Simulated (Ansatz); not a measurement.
Ca: the change of energy less free atoms and pressure with volume per atom

Periodic Kohn-Sham DFT of a crystal at fixed atoms; pressure and stress are positive in compression; the energy is the free energy less that of spherical unpolarised free atoms; site moments are those in the method's own spheres, positive along +z. The results are calculated, by Ansatz 0.2.0.

Cell of the first row (space group Fm-3m, No. 225):
```
CELL_PARAMETERS angstrom
0.00000 2.70620 2.70620
2.70620 0.00000 2.70620
2.70620 2.70620 0.00000
ATOMIC_POSITIONS crystal
Ca 0.00000 0.00000 0.00000
```

Settings of every row: method all-electron LAPW; functional PBE; relativity scalar; k mesh 11x11x11; filling fermi-dirac; smearing width 0.03 eV; basis error target 1 meV/atom; nucleus gaussian.

Atom start moment: 0 on all atoms.

```csv
row,volume per atom (Å³),energy less free atoms (eV/atom),pressure (GPa)
1,39.639,-1.9021,1.192
2,40.882,-1.9089,0.565
3,42.147,?,?
4,43.411,-1.9091,-0.487
5,44.676,-1.9035,-0.917
```

Question: what energy less free atoms and pressure should row 3 give?

Worked fit of energy less free atoms. Take u = (V_r/V)^(2/3) − 1 with V_r = 42.147 Å³ an atom, which is twice the finite (Eulerian) strain; such expansions in the strain, on which the Birch-Murnaghan equation of state is built, carry the rest volume and the bulk modulus. The shown rows have u = 0.04175, 0.02052, -0.01951, -0.0381. Least squares give energy less free atoms = −1.91108 − 0.0012 × u + 5.182 × u² eV/atom; a straight line predicts inner rows, each left out in turn, worse (root mean square 0.0048 against 4.6e-05 eV/atom). All shown rows lie on it to the printed digit. Its lowest point lies at u = 0.0001, or V = 42.14 Å³ an atom, and the curvature there gives the bulk modulus at fixed shape and fractions, B = (4/9)(1 + u)² E″(u)/V = 17.5 GPa. The withheld row has u = 0, so the fit gives −1.91108 − 0.0012 × (0) + 5.182 × (0)² = -1.9111 eV/atom.

The calculation gave -1.9111 eV/atom. The fit meets it to the printed digit.

Worked fit of pressure. Take u = (V_r/V)^(2/3) − 1 with V_r = 42.147 Å³ an atom, which is twice the finite (Eulerian) strain; such expansions in the strain, on which the Birch-Murnaghan equation of state is built, carry the rest volume and the bulk modulus. The shown rows have u = 0.04175, 0.02052, -0.01951, -0.0381. Least squares give pressure = 0.0044 + 26.219 × u + 53.39 × u² GPa; a straight line predicts inner rows, each left out in turn, worse (root mean square 0.049 against 0.00037 GPa). All shown rows lie on it to the printed digit. The pressure vanishes at u = -0.0002, or V = 42.16 Å³ an atom, and there the bulk modulus at fixed shape and fractions is B = −V dP/dV = (2/3)(1 + u) dP/du = 17.5 GPa. The withheld row has u = 0, so the fit gives 0.0044 + 26.219 × (0) + 53.39 × (0)² = 0.004 GPa.

The calculation gave 0.004 GPa. The fit meets it to the printed digit.
